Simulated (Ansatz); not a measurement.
## A ladder of methods for BH2SF (SMILES FBS)

The species is BH2SF (5 atoms), meant as a singlet with charge 0. SMILES: `FBS`. The coordinates come from a PBE0-D4/def2-TZVP relaxation. This is one conformer, not always the lowest.

```xyz
5

F    -1.1191   -0.9059   -1.0692
B    -0.4128   -0.3391   -0.1061
S     0.9724    0.6986   -0.5794
H    -0.7120   -0.5309    1.0337
H     1.3214    1.0037    0.6796
```

Each level gives the energy change with the S3–H5 bond stretched from 1.342 to 1.677 Å (eV). The values are calculated.

| level | kind | program | value (eV) |
| --- | --- | --- | --- |
| SVWN5/STO-3G (restricted) | LDA | Ansatz | 0.95 |
| PBE/STO-3G (restricted) | GGA | Ansatz | 0.90 |
| r2SCAN/STO-3G (restricted) | meta-GGA | Ansatz | 1.01 |
| CAM-B3LYP/STO-3G (restricted) | range-separated hybrid | Ansatz | 1.11 |
| HSE06/STO-3G (restricted) | range-separated hybrid | Ansatz | ? |
| wB97X/STO-3G (restricted) | range-separated hybrid | Ansatz | ? |
| RPA@PBE/STO-3G (restricted) | RPA | Ansatz | 0.89 |
| CCSDT(Q)/STO-3G (restricted) | coupled cluster or CI | Ansatz | 0.94 |
| FCI/STO-3G | exact in the basis | Ansatz | 0.94 |

Question: Estimate the missing values from the other rows.

Answer: As computed at these levels: HSE06/STO-3G (restricted): 1.08 eV; wB97X/STO-3G (restricted): 1.17 eV. The first shape isn't each level's own minimum. The values span 0.89 to 1.17 eV. All rows use very small basis sets, so even the best lies far from the true value.

Stretching the S–H bond costs 0.94 eV at the FCI level, and CCSDT(Q) reproduces this, so the bond is still within reach of a single-reference expansion. The hybrids all lie higher, from 1.08 eV for HSE06 to 1.17 eV for wB97X. As the σ and σ* orbitals approach each other, a restricted determinant keeps too much ionic character, and left-right correlation has to offset it. Semilocal exchange mimics part of that correlation, whereas exact exchange removes the mimicry, which probably explains the hybrids' steeper rise. Exact exchange isn't the whole story, however: r2SCAN has none yet gives 1.01 eV, while RPA includes it but gives the lowest value, presumably because its correlation term responds to the shrinking orbital gap.

The close match between SVWN5 and FCI doesn't establish LDA as the better functional for this bond, since density-functional correlation is not confined to the small orbital space in the way FCI correlation is.
